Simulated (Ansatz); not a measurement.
LaSe2: pressure against volume ratio

Results calculated with Ansatz 0.2.0, not measured. Plane-wave density functional theory, PAW datasets, Gaussian smearing 0.05 eV: equation of state, the given cell scaled in volume with shape and atoms relaxed at each volume.

The cell before it is scaled or strained (space group R-3m, No. 166):
```
cell vectors (Å)
   2.4810     1.4324     4.0627
  -2.4810     1.4324     4.0627
   0.0000    -2.8649     4.0627
atoms (fractions of the cell vectors)
La  0.00000  0.00000  0.00000
Se  0.24970  0.24970  0.24970
Se  0.75030  0.75030  0.75030
```

Settings of every row: paw set soft_2; functional PBEsol; spin treatment none; moment partition spheres; spin axis none; wave cutoff 420 eV; k mesh 8x8x8; symmetry use detected.

Atom hubbard u: 0 on all atoms.

Limits: no dispersion term, layers or molecules are underbound; the cell comes from a prototype or a list of computed structures and needn't be the stable phase.

```
row  volume ratio  V (Å³/atom)  pressure (GPa)  energy above given cell (meV per atom)
  1          0.96       27.722           2.554                                     8.9
  2          0.98       28.299           1.217                                    2.16
  3             1       28.877               ?                                       ?
  4          1.02       29.454          -1.084                                    1.99
  5          1.04       30.032          -2.071                                    7.72
```

Question: what pressure should row 3 give?

Worked fit of pressure. Take u = (V_r/V)^(2/3) − 1 with V_r = 28.877 Å³ an atom, which is twice the finite (Eulerian) strain; such expansions in the strain, on which the Birch-Murnaghan equation of state is built, carry the rest volume and the bulk modulus. The shown rows have u = 0.02759, 0.01357, -0.0131, -0.02581. Least squares give pressure = 0.0069 + 86.208 × u + 221.3 × u² GPa; a straight line predicts inner rows, each left out in turn, worse (root mean square 0.091 against 0.0012 GPa). All shown rows lie on it to the printed digit. The pressure vanishes at u = -0.0001, or V = 28.88 Å³ an atom, and there the bulk modulus with shape and atoms relaxed is B = −V dP/dV = (2/3)(1 + u) dP/du = 57.4 GPa. The withheld row has u = 0, so the fit gives 0.0069 + 86.208 × (0) + 221.3 × (0)² = 0.007 GPa.

The calculation gave 0.008 GPa. The fit lies 0.001 GPa (12 % of the value, 0.022 % of the column's range) below it, one unit of the last digit.

The other values of row 3: energy above given cell 0 meV per atom.
